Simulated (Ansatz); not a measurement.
## From C2H6O3 to C2H3F3: predicting a member

Gas-phase molecules. On one C centre that keeps CH3, n of the OH ligands are replaced by F. The dipole moment y in D at wB97M-V/def2-TZVPP. Shapes: PBE0-D4/def2-TZVP. Flexible molecules stand in one conformer, not always the lowest. Programs: Ansatz 0.2.0.

```
molecule  n  y (D)
  C2H6O3  0   1.63
 C2H5FO2  1   1.42
 C2H4F2O  2      ?
  C2H3F3  3   2.28
```

Q: Fit y = c + s·n to the known rows and predict C2H4F2O.

A: 
1. Means of the 3 rows: n = 1.33333, y = 1.777.
2. Σ(Δn)² = 4.6667, Σ(Δn·Δy) = 1.1533, so the slope is 1.1533/4.6667 = 0.24713.
3. Intercept: 1.777 − (0.24713) × 1.33333 = 1.447. The largest residual of the fit is 0.27.
4. C2H4F2O: 1.447 + (0.24713) × 2 = 1.94 D.

The run gave 0.83 D, so the prediction is off by +1.11 D, more than the largest residual. The steps per swap are uneven (-0.21, -0.59, +1.45), so a line is a poor model. Dipoles add as vectors. Other levels give for C2H4F2O: PBE-D4/def2-TZVPP 0.78; r2SCAN-D4/def2-TZVPP 0.82 D. The series isn't monotonic at this level.

The dipole falls through the first two replacements and then rises sharply at C2H3F3, so the minimum lies at the very member left out of the fit. Geometry probably explains this better than any steady change in bond polarity. In C2H3F3 the three C–F bond moments have a common resultant along the threefold axis, with the methyl group at the positive end. An OH ligand also carries a polar O–H bond, whose direction depends on rotation about C–O. In C2H4F2O this contribution probably opposes much of the C–F and C–O resultant, and replacing the last OH removes that cancellation.

The close agreement of the three functionals suggests that the small moment isn't peculiar to one of them. The fit's largest residual was a poor guide to the prediction error, since two parameters drawn from three points leave only one degree of freedom. A small total moment doesn't imply weakly polar bonds, and the series gives no measure of charge transfer to fluorine.
